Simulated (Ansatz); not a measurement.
# SiC: the change of phonon entropy and phonon heat capacity with temperature

All results are calculated (Ansatz 0.2.0). Harmonic phonon free energy (zero-point part included), entropy and heat capacity at constant volume from interpolated force constants; periodic cell, basis, potentials, k mesh and filling as listed.

Structure of every row (space group F-43m, No. 216):
```
CELL_PARAMETERS angstrom
0.00000 2.17900 2.17900
2.17900 0.00000 2.17900
2.17900 2.17900 0.00000
ATOMIC_POSITIONS crystal
Si 0.00000 0.00000 0.00000
C 0.25000 0.25000 0.25000
```

Settings of every row: functional m-r2SCAN; dispersion none; accuracy low; potentials PAW; wave cutoff 450 eV; density cutoff 1800 eV; k mesh 8x8x8; k shift 0x0x0; occupations fixed; smearing width 0 eV; spin none; lower state search off; xc grid level 3; phonon method finite displacements; phonon supercell 2x2x2; dipole term of polar modes left out.

Limits: cutoff under the advised one; loose SCF threshold; no field term in a polar crystal; volume not checked for rest.

| row | temperature (K) | phonon entropy (k_B/atom) | phonon heat capacity (k_B/atom) | phonon free energy (meV/atom) |
| --- | --- | --- | --- | --- |
| 1 | 200 | 0.492 | 0.975 | 108.01 |
| 2 | 300 | ? | ? | ? |
| 3 | 400 | 1.544 | 2.05 | 90.5 |
| 4 | 500 | 2.033 | 2.325 | 75.05 |
| 5 | 600 | 2.474 | 2.502 | 55.59 |

Question: what phonon entropy and phonon heat capacity should row 2 give?

Worked fit of phonon entropy. Entropy rises as the heat capacity times the change of ln T, so take t = ln(T / 300 K). The shown rows have t = -0.4055, 0.2877, 0.5108, 0.6931. Least squares give phonon entropy = 1.0267 + 1.6039 × t + 0.7024 × t² k_B/atom; a straight line predicts inner rows, each left out in turn, worse (root mean square 0.12 against 0.0082 k_B/atom). The rows lie off it by 0.000, -0.002, 0.004, -0.002. The slope at t = 0, 1.6 k_B/atom, estimates the heat capacity at 300 K. The withheld row has t = 0, so the fit gives 1.0267 + 1.6039 × (0) + 0.7024 × (0)² = 1.027 k_B/atom.

The calculation gave 1.015 k_B/atom. The fit lies 0.012 k_B/atom (1.2 % of the value, 0.61 % of the column's range) above it; its largest miss of a shown row is 0.004 k_B/atom.

Worked fit of phonon heat capacity. At high temperature a harmonic heat capacity falls short of its limit by a term in 1/T², so take t = (100 K / T)². The shown rows have t = 0.25, 0.0625, 0.04, 0.02778. Least squares give phonon heat capacity = 2.9158 − 15.9318 × t + 32.675 × t² k_B/atom; a straight line predicts inner rows, each left out in turn, worse (root mean square 0.12 against 0.017 k_B/atom). The rows lie off it by 0.000, 0.002, -0.006, 0.004 (root mean square 0.0037 k_B/atom). The constant, 2.9158 k_B/atom, is to be held against the harmonic limit of 3 k_B an atom; it falls short where the stiffest modes are still partly frozen in this range. The withheld row has t = 0.11111, so the fit gives 2.9158 − 15.9318 × (0.11111) + 32.675 × (0.11111)² = 1.549 k_B/atom.

The calculation gave 1.615 k_B/atom. The fit lies 0.066 k_B/atom (4.1 % of the value, 4.3 % of the column's range) below it; its largest miss of a shown row is 0.006 k_B/atom.

The other values of row 2: phonon free energy 101.55 meV/atom.
